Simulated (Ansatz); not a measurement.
A correction line for B3LYP/6-31G* (spherical functions): atomisation enthalpy at 298 K

The atomisation enthalpy at 298 K in kJ/mol of 7 carbon molecules: x at B3LYP/6-31G* (spherical functions), y from tabulated heats of molecules and atoms (Active Thermochemical Tables, CRC Handbook of Chemistry and Physics). Shapes, held fixed at every level: PBE0-D4/def2-TZVP. Flexible molecules stand in one conformer, not always the lowest. Computed values hold a harmonic thermal term (B3LYP/6-31G*, PBE0-D4/def2-TZVP) and the atoms' spin-orbit lowering. Programs: Ansatz 0.2.0.

| molecule | x (kJ/mol) | y (kJ/mol) |
| --- | --- | --- |
| C3H5Cl (2-chloropropene) | 3349 | 3383 |
| C3H6 (cyclopropane) | 3393 | 3405 |
| C3H6 (propene) | 3428 | 3438 |
| C4H6 (1,2-butadiene) | 4005 | 4013 |
| C3H7F (2-fluoropropane) | 4063 | ? |
| C4H8 (isobutene) | 4611 | 4629 |
| C4H9Cl (1-chlorobutane) | 5075 | 5105 |

Fit y = c + s·x to the known rows and predict y for C3H7F.


1. Means of the 6 rows: x = 3976.83, y = 3995.5.
2. Σ(Δx)² = 2645185, Σ(Δx·Δy) = 2655930, so the slope is 2655930/2645185 = 1.0041.
3. Intercept: 3995.5 − (1.0041) × 3976.83 = 2.4. The largest residual of the fit is 18.
4. C3H7F: 2.4 + 1.0041 × 4063 = 4082 kJ/mol.

The tabulated heats give 4049 kJ/mol, so the prediction is off by +33 kJ/mol, more than the largest residual. Uncorrected, B3LYP/6-31G* (spherical functions) misses it by +14 kJ/mol, and the other rows by 19 on average. With references in doubt, neither the misses nor the line can be laid on the level alone. Left out in turn, the other rows are missed by 13 kJ/mol on average. The heats of C3H5Cl, C4H9Cl come from older tables and can be uncertain by 10 kJ/mol or more. The tabulated value of C3H7F is in doubt (older tables, estimates, or at odds with other calculations) and kept here.

The near-unit slope mostly reflects molecular size: atomisation enthalpy grows with the number and strength of bonds, while the remaining error depends on which bonds are present. B3LYP underbinds all six fitted molecules. The four hydrocarbons lie below the fitted line and both chlorides above it, which tentatively suggests an additional C–Cl deficit. A plausible contribution is the small basis, whose single polarisation set describes chlorine's valence shell poorly, though errors in the reference heats could produce the same pattern.

A correction in total binding energy alone cannot distinguish C–F from C–Cl or C–H bonds, so its upward shift for 2-fluoropropane has no specific chemical basis. The apparent overbinding there doesn't establish a fluorine-specific error.

The comparison of the C3H6 isomers is more secure. Calculation and reference both place propene below cyclopropane in enthalpy, by nearly the same amount, as expected when ring strain outweighs the cost of exchanging a σ bond for a π bond. Much of the absolute error therefore cancels in this isomerisation.
